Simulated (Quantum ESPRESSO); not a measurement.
# Zone-centre optical modes of rocksalt LiF under uniaxial strain along [001]: shift and splitting in LDA linear response

Stretching LiF along one cube axis lengthens only a third of its Li–F bonds, yet it removes the threefold degeneracy of the transverse optical mode and moves the two resulting lines in opposite directions. How far each line moves per per cent of strain is the calibration needed to read strain from an infrared spectrum of a film or a loaded window. We calculate the singlet, polarised along the strained axis, and the doublet, polarised across it, by LDA linear response with the lateral edges held. Shifts are measured from the common frequency of the unstrained crystal, 342.30 cm⁻¹, and tension counts as positive. The frequencies are harmonic and belong to the static lattice; no measured line is compared here.

## Computational details

One crystal, LiF (rocksalt) (known phase), relaxed once; z is the cube axis [001]. The cell was stretched along z with the other edges held. Forces on the atoms are under 0.01 eV/Å in every row. Program: Quantum ESPRESSO 7.5, plane waves, LDA, GBRV ultrasoft potentials, scalar-relativistic, no spin-orbit coupling, no spin; linear response. Plane-wave runs: cutoff 748 eV; k meshes with a least product of divisions and cell-vector length from 33 to 34 Å; fixed occupations. The tabled runs alone: cutoff 748 eV, k length 33 Å, k mesh 12×12×12.

Notes on method and selection:

- Harmonic values at the static lattice; measured values carry thermal expansion and anharmonic shifts at their temperature.
- For a cubic two-atom crystal the shifts follow the phonon deformation potentials p and q: singlet Δω = [p·ε_zz + q·(ε_xx + ε_yy)]/(2ω₀), doublet Δω = [p·ε_xx + q·(ε_yy + ε_zz)]/(2ω₀).
- In a polar crystal the macroscopic field, left out here, lifts whichever component is longitudinal for the scattering geometry.
- Runs that did not converge, have known faults or may not be shown are not listed, and runs on Ansatz's PAW sets soft_1 and soft_2 are kept to separate tables.

Columns:

- uniaxial strain (%): strain along z, the x and y edges held; tension positive.
- stress (GPa): stress along z, tension positive.
- singlet mode (cm⁻¹): zone-centre optical mode, singlet, polarised along z; no LO-TO term, no sum rule.
- doublet mode (cm⁻¹): zone-centre optical mode, doublet, polarised in the x-y plane; no LO-TO term, no sum rule.
- splitting (cm⁻¹): singlet minus doublet.

Input lines of one member:

```
phonons
&inputph
   prefix = 'x'
   outdir = './tmp'
   fildyn = 's.dyn'
   tr2_ph = 1.0d-18
/
0.000000000000 0.000000000000 0.000000000000
```

Command (options for logging and memory left out): `OMP_NUM_THREADS=1 mpirun -n 4 ph.x -nk 4 -in ph.in > ph.out`

## Results

| member | uniaxial strain (%) | stress (GPa) | singlet mode (cm⁻¹) | doublet mode (cm⁻¹) | splitting (cm⁻¹) |
| --- | --- | --- | --- | --- | --- |
| −1.0 % | −1.0 | −1.69 | 374.32 | 339.93 | 34.39 |
| −0.5 % | −0.5 | −0.82 | 358.21 | 341.17 | 17.04 |
| +0.0 % | 0.0 | 0.01 | 342.30 | 342.30 | 0.00 |
| +0.5 % | 0.5 | ? | ? | ? | ? |
| +1.0 % | 1.0 | 1.50 | 311.60 | 344.41 | −32.81 |

Cells marked ? are withheld until the estimate has been made.

Least-squares fits to the members shown, with x = uniaxial strain (%); R² and errors in the fitted variable (y, or ln y where the fit is in ln y):

| y | members | fit | R² | rms residual | leave-one-out rms | the same for the mean of the others |
| --- | --- | --- | --- | --- | --- | --- |
| singlet mode (cm⁻¹) | 4 | y = 342.7 − 31.32 x | 1.00 | 0.28 | 0.83 | 31 |
| doublet mode (cm⁻¹) | 4 | y = 342.23 + 2.2269 x | 1.00 | 0.062 | 0.18 | 2.2 |

## Why the values move as they do

The singlet falls and the doublet rises with tension in every row shown. Between −1.0 % and +1.0 % the singlet changes by (311.60 − 374.32) / 2.0 = −31.36 cm⁻¹ per per cent and the doublet by (344.41 − 339.93) / 2.0 = +2.24 cm⁻¹ per per cent. The splitting, singlet minus doublet, therefore changes by −31.36 − 2.24 = −33.60 cm⁻¹ per per cent, nearly all of it from the singlet.

The difference in size can be understood from the direction of the bonds. In the singlet, Li and F move against each other along z, stretching and compressing the bonds that the strain has lengthened. The short-range repulsion $\phi(r)$ resists this with its curvature $\phi''$, which drops steeply with distance, so the mode softens. In the doublet the ions move across those bonds, which then contribute only $\phi'/r$. This term is negative for a repulsion and shrinks in magnitude as the bond lengthens, which gives a small stiffening. The long-range electrostatic forces change with strain too, and the columns give only the sum of both parts.

The same decay of the repulsion can account for the slight bend of the singlet curve: its slope is −32.02 cm⁻¹ per per cent from −1.0 % to zero and −30.70 from zero to +1.0 %.

With only $\varepsilon_{zz}$ present, the singlet slope is $p/(2\omega_0)$ and the doublet slope $q/(2\omega_0)$. Hence $p/\omega_0^2$ = 2 × (−31.36) × 100 / 342.30 = −18.3 and $q/\omega_0^2$ = 2 × 2.24 × 100 / 342.30 = 1.31, for strain as a plain fraction.

These slopes hold for fixed lateral edges. A sample pulled along z with free sides also contracts laterally, and its shifts need both $p$ and $q$.

## Predicting the missing value

Plain estimates from the members shown:

- +0.5 %, fit at x = 0.5: 327.04 cm⁻¹
- +0.5 %, straight-line interpolation between +0.0 % and +1.0 %: w = (0.5 − 0.0) / (1.0 − 0.0) = 0.500, so 342.30 + 0.500 × (311.60 − 342.30) = 326.95 cm⁻¹

The member at +0.5 % lies between two calculated neighbours, so interpolation is safer than the global line. The straight line between 0.0 % and +1.0 % gives 326.95 cm⁻¹, but it ignores the bend of the curve and must lie slightly high, because the singlet falls more slowly as tension grows.

We correct for this with the parabola through −0.5 %, 0.0 % and +1.0 %. The slopes of its two intervals are −31.82 and −30.70 cm⁻¹ per per cent, so the quadratic coefficient is (−30.70 + 31.82) / 1.5 = 0.747. At +0.5 % the correction to the straight line is 0.747 × 0.5 × (0.5 − 1.0) = −0.19, and the estimate becomes 326.95 − 0.19 = 326.76 cm⁻¹.

The member at −1.0 % was not used and serves as a test. The parabola gives 342.30 + 30.70 + 0.747 × 2.0 = 374.49 cm⁻¹ there, against 374.32 in the table, a miss of 0.17. If the miss is a cubic term, proportional to $(x+0.5)\,x\,(x-1)$, it is four times smaller at +0.5 %, about 0.04. If it is independent numerical noise of equal size in each row, the interpolation weights turn it into about 0.07 at +0.5 %. We take the larger value as one standard deviation.

**Committed estimate, +0.5 %: singlet mode = 326.76 ± 0.07 cm⁻¹.**

## Check

| member | uniaxial strain (%) | stress (GPa) | singlet mode (cm⁻¹) | doublet mode (cm⁻¹) | splitting (cm⁻¹) |
| --- | --- | --- | --- | --- | --- |
| +0.5 % | 0.5 | 0.78 | 326.56 | 343.33 | −16.77 |

| member | estimate | singlet mode (cm⁻¹) | computed | estimate − computed | miss in error bars |
| --- | --- | --- | --- | --- | --- |
| +0.5 % | committed | 326.76 | 326.56 | +0.20 | 2.9 |
| +0.5 % | fit | 327.04 | 326.56 | +0.48 |  |
| +0.5 % | interpolation | 326.95 | 326.56 | +0.39 |  |

The estimate of 326.76 cm⁻¹ is 0.20 too high and lies outside its error bar, by 2.9 times the stated error. It still came nearer than the straight-line interpolation (+0.39) and the global fit (+0.48).

The correction for curvature had the right sign but was too small: −0.19, where the table needs 326.56 − 326.95 = −0.39. A better curvature from the neighbouring rows would not have helped. The rows at −0.5, 0.0 and +0.5 % give (358.21 + 326.56 − 2 × 342.30) / 0.5 = 0.34 cm⁻¹ per per cent squared, less than the 0.747 we used, and so an even smaller correction. The rows do not lie on one parabola to this accuracy.

The error bar failed because it took the errors of the rows as independent and equal in size. They are neither. No sum rule was imposed, and the acoustic mode along z, which should lie at zero, is furthest from it at +0.5 %. The same force error lowers the singlet, so the withheld row is pulled down more than its neighbours. The test at −1.0 % could not show this.

The singlet goes on softening under tension. This agrees with a weakening short-range repulsion but does not test it, since the frequencies contain the electrostatic part as well. The bend of the curve is weaker evidence still. We put it down to the decay of the repulsion, but the missing sum rule lowers the rows at 0.0 and +0.5 % more than those at the two ends, and this produces a considerable part of the bend.

## Members off the line

Least-squares fits to the whole series, with x = uniaxial strain (%); R² and errors in the fitted variable (y, or ln y where the fit is in ln y):

| y | members | fit | R² | rms residual | leave-one-out rms | the same for the mean of the others |
| --- | --- | --- | --- | --- | --- | --- |
| singlet mode (cm⁻¹) | 5 | y = 342.6 − 31.42 x | 1.00 | 0.31 | 0.64 | 28 |
| doublet mode (cm⁻¹) | 5 | y = 342.23 + 2.2240 x | 1.00 | 0.056 | 0.11 | 2.0 |

Largest departures from the fit to the whole series:

| member | singlet mode (cm⁻¹) | fit | computed − fit | in rms residuals |
| --- | --- | --- | --- | --- |
| +1.0 % | 311.60 | 311.18 | +0.42 | 1.4 |
| +0.5 % | 326.56 | 326.89 | −0.33 | 1.1 |
| +0.0 % | 342.30 | 342.60 | −0.30 | 1.0 |
| −1.0 % | 374.32 | 374.02 | +0.30 | 1.0 |

Against the straight line no row stands out: the largest departure, +0.42 cm⁻¹ at +1.0 %, is 1.4 rms residuals. Both ends lie above the line and the rows at 0.0 and +0.5 % below it, as expected for a slightly curved series.

A smooth curve shows more. The parabola through −0.5, 0.0 and +0.5 % gives 3 × 358.21 − 3 × 342.30 + 326.56 = 374.29 cm⁻¹ at −1.0 %, against 374.32 computed. At +1.0 % it gives 358.21 − 3 × 342.30 + 3 × 326.56 = 310.99, against 311.60, so this row lies 311.60 − 310.99 = 0.61 above that curve. An error in the row at +0.5 % would enter this figure threefold, so the fault need not lie at +1.0 % alone.

The likeliest reason is numerical. No sum rule was imposed, and the acoustic mode along z comes out slightly imaginary instead of zero. The force error behind this also lowers the optical mode. It is clearly smaller at +1.0 % than at +0.5 %, so the singlet is pulled down less at +1.0 %, which has the right sign. The effect is also large enough to matter: in the unstrained crystal, imposing the sum rule raises the optical mode by more than the 0.61 cm⁻¹ in question. How much of the 0.61 it removes depends on the difference between rows, and the table alone does not fix that. The stress passes smoothly through the same rows, which also speaks against a change in the crystal itself.

## Rules of thumb and their limits

Between −1.0 and +1.0 % the singlet shift is nearly linear in strain. A further member inside this range, calculated in the same way, can be interpolated to a few tenths of a wavenumber. That describes how well the rows agree with each other, not how accurate the frequencies are: the missing sum rule alone leaves the unstrained mode too low by more than this. Closer work needs the acoustic sum rule imposed in every row.

The slopes are best taken from the rows at ±1.0 %, where the acoustic mode along z is almost equally far from zero and the force error nearly cancels. The rows at ±0.5 % make the singlet slope slightly too steep. Between −1.0 and +1.0 % the singlet moves by −31.36 and the doublet by +2.24 cm⁻¹ per per cent, so the splitting changes by −33.60. One wavenumber of splitting thus corresponds in size to 1 / 33.60 = 0.030 % strain, with the singlet below the doublet under tension and above it under compression. With (1.50 + 1.69) / 2.0 = 1.595 GPa per per cent, that is 1.595 / 33.60 = 0.047 GPa of stress along z, for fixed lateral edges.

These figures belong to the LDA crystal at its own relaxed cell, and no measured line or stiffness was compared. LDA as a rule makes the cell too short and the crystal too stiff. A cell one per cent too short along every edge raises the transverse mode by 31.36 − 2 × 2.24 = 26.88 cm⁻¹, nearly as much as one per cent of uniaxial compression raises the singlet. The position of a measured line must therefore not be read as strain against 342.30 cm⁻¹. For a real film or window the slopes are only a guide until they are checked against shifts measured at known strain, and a stress should be worked out from the strain with the measured stiffness.

The macroscopic field, left out here, raises a longitudinal component by far more than the whole spread of the table. The calibration therefore has to be applied to lines known to be transverse.

[Logs are printed without paths, hosts, clocks, repeated set-up lines and the standing remarks that a program may print on its own settings, such as how far it seeks lower states.]
